**Q:** Why does WS₂ lose its band gap when it is squeezed? My explanation is that pressure brings all atoms closer together. Every band then widens, and the distance between filled and empty states shrinks everywhere.

Bulk WS₂ (P6₃/mmc, 6 atoms per cell), relaxed under hydrostatic pressure at zero temperature with its symmetry kept. Ansatz 0.2.0, PBEsol, scalar-relativistic plane-wave PAW with PBE datasets, no spin polarisation, 420 eV cutoff, Γ-centred k meshes, Gaussian smearing. Changes are relative to the cell relaxed at zero pressure (a = 3.146 Å, c = 12.705 Å).

```
applied pressure (GPa)   k mesh  smearing width  volume change (%)  a change (%)  c change (%)  band gap (eV)
                     3  12×12×2         0.02 eV              -7.42         -0.75         -6.02          0.738
                     8  12×12×4         0.02 eV             -12.75         -1.84         -9.45          0.472
                    15  15×15×4         0.02 eV             -17.37         -3.16        -11.89          0.224
                    30  15×15×4         0.02 eV             -23.86         -5.45        -14.82          0.000
                    60  15×15×4          0.1 eV             -32.09         -8.97        -18.04          0.000
```

**A:** What does your explanation predict for the direct gap, the smallest distance between a filled and an empty state at the same k point?

**Q:** It should shrink along with the band gap.

**A:** The same calculations show otherwise. From zero pressure to 8 GPa the band gap on the k mesh falls by 0.62 eV, while the smallest direct gap rises by 0.05 eV. Pressure therefore moves particular states and leaves others nearly in step. At 15 GPa the smallest direct gap found is 0.36 eV lower than at 8 GPa. That run used a different k mesh, so part of the fall may come from the sampling, which would mean that the coarser mesh missed a smaller direct gap at 8 GPa. This objection therefore covers only the first stretch.

**Q:** Which states move, and why those?

**A:** Up to 8 GPa the highest filled state lies at the zone centre Γ, and the lowest empty one halfway from Γ to the zone corner K. Standard band theory says that both reach out of their layer towards the next one, whereas the states at K stay mostly inside it. The smallest direct gap probably belongs to K, which would explain why it barely moves, but the outputs don't name its k point. K lies on both meshes, so by 15 GPa either the gap at K has fallen or the smallest direct gap lies elsewhere.

Think of two hydrogen atoms brought together: their equal levels split, and the split grows as they approach. Equal levels of neighbouring layers do the same. Measured from the middle of each pair, the upper filled partner rises and the lower empty one sinks, so the gap should close from both sides. The outputs don't list these splittings, so this is the expected cause and not a measured one. The analogy ends at bonding: in H₂ only the lower level is filled, but here both valence partners are full, so their splitting doesn't bind the layers.

**Q:** Then I don't understand the pace. The gap starts at 1.10 eV, and at the rate of the first 3 GPa it would vanish near 9 GPa. Yet it is still open at 15 GPa.

**A:** The forces between layers are weak, so the crystal first yields along $c$, the stacking direction. Up to 3 GPa, $c$ shortens eight times as much, in per cent, as the in-plane length $a$. Between 30 and 60 GPa the two shorten almost equally, because the soft direction has stiffened. The early drop is probably exaggerated, though: PBEsol lacks the long-range dispersion attraction, so the layers start too far apart.

**Q:** So the gap simply follows $c$?

**A:** Not along a straight line. I fitted one slope to the three semiconducting rows, starting from the zero-pressure gap. That starting gap is a value on the k mesh, while the tabulated gaps lie below their mesh values, by 0.01 to 0.02 eV at 3 and 8 GPa and by 0.08 eV at 15 GPa. That line still leaves a gap of 0.07 eV at 30 GPa, where the calculation finds a metal. A line in $a$ follows the semiconducting rows even less well, since $a$ has hardly changed when the gap makes its first large drop.

**Q:** Could both lengths matter?

**A:** For small changes, let each contribute in proportion:

$$\Delta E_g = A\,\varepsilon_a + B\,\varepsilon_c$$

Here $\Delta E_g$ is the change of the gap, and $\varepsilon_a$ and $\varepsilon_c$ are the changes of $a$ and $c$ in per cent. The volume changes by about $2\varepsilon_a+\varepsilon_c$, because the layer shrinks in two directions. Nothing in a layered crystal demands it, but if $A=2B$, the gap follows the volume alone. Fitted to the tabulated volume changes of the same three rows, the slope is 0.050 eV per per cent of volume, and the line stays within 0.01 eV of them. Mesh and tabulated gaps differ by at least that much, so the closeness shouldn't be taken at face value.

**Q:** Let me try it at 30 GPa, which was not in the fit. The volume loss is 23.86 %, so the gap should fall by $23.86\times0.0502=1.20$ eV. That is more than the 1.10 eV available, so the bands should overlap by about 0.1 eV.

**A:** The calculation gives an overlap of 0.10 eV. The agreement is closer than it deserves to be, because the line was fitted to the tabulated gaps, while the overlap comes from a k mesh whose gap at 15 GPa is 0.08 eV wider than the tabulated one. The run itself raised no warning, but by the data makers' tests on other systems its smearing of 0.02 eV is narrow for a metal. The analysis printed below compares all three lines.

**Q:** Does this prove that both lengths act on the gap?

**A:** No. In these runs $a$ and $c$ always shrink together, so the volume line is a good summary and not a mechanism. The splitting between layers should itself grow faster the closer they come, and the table fits that picture too: per per cent of $c$, the gap falls by 0.06 eV up to 3 GPa, by 0.08 eV from 3 to 8 GPa and by 0.10 eV from 8 to 15 GPa. A curved dependence on $c$ alone therefore remains a full rival to the volume line. To decide, you would hold one length fixed and change the other.

**Q:** And at 60 GPa?

**A:** There the volume line fails badly: it gives an overlap of 0.51 eV, and the calculation gives 1.28 eV. Perhaps a different band has moved across the old gap, or the splitting between layers has grown faster than a straight line allows. The outputs don't name the states at the band edges there, so the question stays open.

**Q:** May I at least quote a pressure at which WS₂ becomes a metal?

**A:** Only as a result of this model, somewhere between 15 and 30 GPa, and the lower end is not firm. The run at 15 GPa converged without a warning, but its 15×15 mesh doesn't contain the point halfway from Γ to K where the lowest empty state sat up to 8 GPa. The data makers' tests on other systems also suggest that k meshes like those at 8 and 15 GPa can miss a band crossing between their points, and that an odd mesh like the one at 15 GPa can miss points on the zone edge. The gap at 15 GPa may therefore be smaller than tabulated or even closed. Semilocal functionals usually make gaps too small, and spin-orbit coupling is left out, so the real crystal may close elsewhere. The runs also keep the starting symmetry, so the layers can't slide into another stacking, even if that would suit them better. What the runs do show is that pressure narrows the gap and finally closes it, in the first stretch probably in large part because the layers come closer.

The analysis program printed:

```
fit of drop on 3 rows (band_gap > 0): coefficient of volume_change 0.05015 +/- 0.00041; rms 0.00765, worst 15 0.0085, leave-one-out rms 0.0141
  rows outside the fit (model, value, miss): 30 -1.197, -1.206, 0.00987; 60 -1.609, -2.381, 0.772
fit of drop on 3 rows (band_gap > 0): coefficient of c_change 0.06979 +/- 0.0034; rms 0.0456, worst 3 -0.0545, leave-one-out rms 0.0752
  rows outside the fit (model, value, miss): 30 -1.034, -1.206, 0.172; 60 -1.259, -2.381, 1.12
fit of drop on 3 rows (band_gap > 0): coefficient of a_change 0.3026 +/- 0.033; rms 0.101, worst 3 0.139, leave-one-out rms 0.186
  rows outside the fit (model, value, miss): 30 -1.649, -1.206, -0.443; 60 -2.714, -2.381, -0.333
Gap or minus overlap against three one-slope rules (eV):
  row  computed  volume_rule   c_rule   a_rule
    3     0.738       0.7315   0.6835   0.8767
    8     0.472       0.4642   0.4441   0.5469
   15     0.224       0.2325   0.2738   0.1475
   30   -0.1028     -0.09297  0.06931  -0.5454
   60    -1.277      -0.5057  -0.1554    -1.61
Mean fall of the gap from 0 to 3 GPa (eV per GPa): 0.1219
Pressure at which that first rate would close the gap (GPa): 9.056
Change of the indirect mesh gap from 0 to 8 GPa (eV): -0.6153
Change of the smallest direct mesh gap from 0 to 8 GPa (eV): 0.04653
Change of the smallest direct mesh gap from 8 to 15 GPa (eV): -0.3644
Shrinkage of c over that of a, 0 to 3 GPa (ratio): 8.027
Shrinkage of c over that of a, 30 to 60 GPa (ratio, in % of the starting cell): 0.9148
Volume loss at which the volume rule closes the gap (%): 22.01
Fall per 1 % of volume, 30 to 60 GPa (eV): 0.1427
Mesh gap less tabulated gap at 15 GPa (eV): 0.0773
```
